## Question

The refrigerant 1,1,1,2-tetrafluoroethane, FCC(F)(F)F, has two kinds of fluorine: one on a CH2 group (atom 1) and three in a CF3 group (atom 4). The table compares fluorine chemical shifts from a density-functional calculation with measured ones. A lower, more negative shift means a more strongly shielded nucleus. For a CF3 group the computed value is the mean over its three fluorines, although the table names only atom 4.

19F chemical shifts of fluorinated molecules against CFCl3, from PySCF 2.14.0 (GIAO B97-2/pcSseg-2, density fitting, non-relativistic, gas phase) at PBE0-D3(BJ)/def2-TZVP geometries. Computed shift: shielding of CFCl3 at the same level less that of the molecule, averaged over fluorines on the same atom. Non-hydrogen atoms are numbered in SMILES order.

| SMILES | atom | medium | computed (ppm) | measured (ppm) | computed less measured (ppm) |
| --- | --- | --- | --- | --- | --- |
| C[Si](C)(C)CF | 6 | unstated | -294.3 | -277 | -17.3 |
| FCC(F)(F)F | 1 | unstated | ? | ? | ? |
| C=CCF | 4 | unstated | -250.8 | -216.7 | -34.1 |
| C=C[C@H](C)F | 5 | unstated | -206.9 | -171.6 | -35.3 |
| CC(F)F | 3 | unstated | -124.9 | -110 | -14.9 |
| C=C(F)F | 3 | unstated | -80.6 | -81.3 | 0.7 |
| FC(Cl)Cl | 1 | unstated | -87.3 | -80.8 | -6.5 |
| FCC(F)(F)F | 4 | unstated | -90.5 | -78.5 | -12.0 |
| FC(F)Cl | 1 | unstated | -79.9 | -71.8 | -8.1 |
| CCC(F)(F)F | 4 | unstated | -82.7 | -70 | -12.7 |
| FN(F)F | 1 | solution | 120.1 | 147 | -26.9 |

(a) Explain why the computed shifts spread over hundreds of ppm.

(b) Forecast the measured and the computed shift of atom 1 in FCC(F)(F)F, and the difference between them, with error bars.

(c) Compare the forecasts with the results. What does the comparison test?

## Model answer

**(a) What moves the shift.** The electrons around a nucleus shield it from the applied magnetic field. One part of this shielding, the diamagnetic part, comes mostly from electrons close to the nucleus and hardly notices the neighbours. The other part, the paramagnetic one, arises because the field mixes occupied with empty orbitals, and it usually weakens the shielding. It vanishes for a spherical closed shell such as a free fluoride ion.

The same calculations show which part matters. From C[Si](C)(C)CF, the lowest shift in the table, to FN(F)F, the highest, the diamagnetic part changes by only 3 ppm. The paramagnetic part changes by -417.5 ppm and so sets the range of the shifts.

A common rule of thumb supplies a first chemical reading. A fluorine that can draw charge freely from its partner is pictured as close to fluoride and well shielded, while several fluorines on one carbon compete for its electrons and are each less shielded. The computed shifts follow this order: about -251 ppm for the single fluorine in C=CCF, -125 for the pair in CC(F)F and -83 for the CF3 group of CCC(F)(F)F. Charge alone does not explain the table, however. A CH3 group, which does not compete for electrons as fluorine does, raises the shift of the single fluorine by 44 ppm from C=CCF to C=C[C@H](C)F. The safer pattern is an observed one: on a saturated carbon the shift is lowest for CH2F and rises when its hydrogens are replaced by carbon, fluorine or chlorine. Atom 1 belongs to a CH2F group, so its shift should lie far below that of the CF3 group in the same molecule.

**(b) The forecast.** A suitable start is C=CCF, which also has a CH2F group bound to carbon. What remains is the effect of three fluorines on the neighbouring carbon. The table offers one pair to gauge it: going from CCC(F)(F)F to atom 4 of FCC(F)(F)F replaces a CH3 group on the neighbouring carbon by fluorine. The measured shift falls from -70 to -78.5 ppm, a step of -8.5 ppm.

This step runs against the simple picture of competition for charge, which would have raised the shift. It is therefore taken from the table as an observed effect. If three such steps add, the measured shift follows:

$$-216.7 + 3\times(-8.5) = -242\ \text{ppm}.$$

The error bar is set at 20 ppm, by judgement. The step rests on a single pair, its additivity is assumed, and a vinyl group stands in for a carbon carrying three CH3 groups. The step is also an average: in the calculation it is about -4 ppm for two of the CF3 fluorines and about -16 ppm for the third.

The computed shift needs one more ingredient, the usual error of the calculation. A chemical shift is the shielding of the reference, here CFCl3, less that of the molecule. An error in the reference therefore enters every row. The reference has three carbon–chlorine bonds beside its fluorine, and such bonds may be a common source of error.

Suppose that each of these bonds makes the computed fluorine shielding too small by an amount $a$. The reference then contributes $-3a$ to the error of the shift, and a molecule with $n$ such bonds gives back $na$:

$$\text{computed less measured} = -a(3-n).$$

The constant $a$ was fitted to the six known rows with fluorine on a saturated carbon and no vinyl group attached to it. It comes out at 4.7 ppm, and the fit misses these rows by about 2 ppm on average (root mean square). Atom 1 has no chlorine beside it, so $n=0$ and the expected difference is $-3\times4.7\approx-14$ ppm. This is practically the mean error of the four chlorine-free rows, -14.2 ppm. Only two rows carry chlorine, too few to show that the effect grows bond by bond. Because the rows were chosen with their errors in view, the bar is set wider than the fit suggests, at 8 ppm.

The forecasts for atom 1 are:

- measured shift: -242 ± 20 ppm
- computed less measured: -14 ± 8 ppm
- computed shift: -256 ± 22 ppm

A second route would start from the computed shift of C=CCF and use computed steps throughout. It gives about -274 ppm. The first route is preferred because the calculation misses C=CCF by -34 ppm, far more than any of the six fitted rows. The second route would carry that extra error into a molecule without a vinyl group.

**(c) The result.**

The withheld rows as computed:

| SMILES | atom | medium | computed (ppm) | measured (ppm) | computed less measured (ppm) |
| --- | --- | --- | --- | --- | --- |
| FCC(F)(F)F | 1 | unstated | -256.4 | -241 | -15.4 |

All three forecasts fall well within their bars. The measured shift is -241 ppm, about 1 ppm above the forecast. The difference between computed and measured is -15.4 ppm, about 1 ppm more negative than forecast. These two small misses cancel in the computed shift, which is why that forecast agrees with -256.4 ppm almost exactly. The agreement is closer than the reasoning deserves, and one hit is no ground for narrowing the bars.

## Remarks on the reasoning

**The choice of starting value decided how close the forecast came.** The route through computed values misses by 18 ppm, nearly all of it the extra error of C=CCF. The result thus helps to locate that error. C[Si](C)(C)CF and atom 1 of FCC(F)(F)F also carry a CH2F group, yet their errors are only -17 and -15 ppm. The large miss is therefore not a general fault of the method for CH2F groups.

It does recur in C=C[C@H](C)F, where fluorine again sits on the carbon next to a double bond. In both molecules the calculation used a single shape, with the carbon–fluorine bond eclipsing the double bond. A real sample probably also contains molecules twisted about the carbon–carbon bond, and to account for the miss their fluorine would have to be less shielded. This is a plausible cause of the extra error, but an untested one. The unstated medium or a wrong assignment in the source of the measured shifts could also lie behind it.

**The hit does not test the chlorine argument.** A straight line through the same six rows, with the error depending on the measured shift instead of on chlorine, gives -16.4 ppm for atom 1. That is as close to the result as the chlorine model, although the line needs the measured shift of atom 1 and so is no blind forecast. The two ideas part company where molecules have similar shifts but different numbers of chlorine atoms.

Two pairs in the table meet that condition. FC(F)Cl and CCC(F)(F)F have nearly the same measured shift, yet the errors are -8.1 and -12.7 ppm. FC(Cl)Cl and atom 4 of FCC(F)(F)F form a similar pair, with -6.5 and -12.0 ppm. In both pairs the chlorinated molecule has the smaller error, as expected if part of the fault cancels against the chlorinated reference. Both pairs also set a C–H-bearing site against a CF3 group, so chlorine is not the only difference.

The size of the offset is consistent with a fault in the reference, though it says nothing about a share per chlorine. The calculation puts the shielding of CFCl3 at about 176 ppm, whereas a rough recalled experimental value is 190 ppm. That figure refers to the liquid, while the calculation treats a motionless isolated molecule, so the comparison is rough. The table does not settle where the offset comes from. The density functional, the neglect of relativistic effects near chlorine, and the missing medium and vibrational averaging are all candidates.

**The correction has a limited range.** For the two molecules with fluorine next to a double bond, the model leaves about 20 ppm of the error unexplained. For C=C(F)F, with fluorine directly on the double bond, it fails in the other direction: it expects -14 ppm, but the calculation lands within 1 ppm of experiment. That close match need not mean special accuracy: if the offset does come from the reference, it is present there too and must be balanced by another error. FN(F)F, with its nitrogen–fluorine bond, also falls outside the model.

**For assigning a spectrum, differences between shifts can be the safer guide.** The reference drops out whenever one computed shift is subtracted from another, in the same molecule or not. The table has one molecule with two signals. For FCC(F)(F)F the calculation separates the two signals by $256.4-90.5=165.9$ ppm, and the measured separation is $241-78.5=162.5$ ppm. The separation is thus off by about 3 ppm, although each shift alone is off by 12 ppm or more. Subtraction removes only the shared error, however; an error peculiar to one site, such as that beside a vinyl group, would remain.

The printed output below gives both fits and the misses for the rows outside them.

The analysis program printed:

```
fit of error on 6 rows (sat == 1): coefficient of excess -4.717 +/- 0.33; rms 1.92, worst C[Si](C)(C)CF 3.15, leave-one-out rms 2.37
  rows outside the fit (model, value, miss): FCC(F)(F)F -14.15, -15.4, 1.25; C=CCF -14.15, -34.1, 19.9; C=C[C@H](C)F -14.15, -35.3, 21.1; C=C(F)F -14.15, 0.7, -14.9; FN(F)F -14.15, -26.9, 12.7
fit of error on 6 rows (sat == 1): constant -7.812 +/- 2.4, coefficient of measured 0.03579 +/- 0.018; rms 2.6, worst FC(Cl)Cl -4.2, leave-one-out rms 7.29
  rows outside the fit (model, value, miss): FCC(F)(F)F -16.44, -15.4, -1.04; C=CCF -15.57, -34.1, 18.5; C=C[C@H](C)F -13.95, -35.3, 21.3; C=C(F)F -10.72, 0.7, -11.4; FN(F)F -2.55, -26.9, 24.3
F for CH3 on the neighbouring carbon, measured change (ppm): -8.5
F for CH3 on the neighbouring carbon, computed change (ppm): -7.8
forecast of the measured shift, bar 20 (ppm): -242.2
forecast of computed less measured, bar 8 (ppm): -14.15
forecast of the computed shift, bar 22 (ppm): -256.4
rival forecast of the computed shift, all-computed route (ppm): -274.2
withheld row, measured shift (ppm): -241
withheld row, forecast less measured shift (ppm): -1.2
withheld row, computed shift (ppm): -256.4
withheld row, forecast less computed shift (ppm): 0.04878
withheld row, rival forecast less computed shift (ppm): -17.8
mean error of the ten known rows (ppm): -16.71
shielding of the reference implied by the silyl row (ppm): 175.9
diamagnetic term, NF3 less silyl row (ppm): 3.094
paramagnetic term, NF3 less silyl row (ppm): -417.5
```
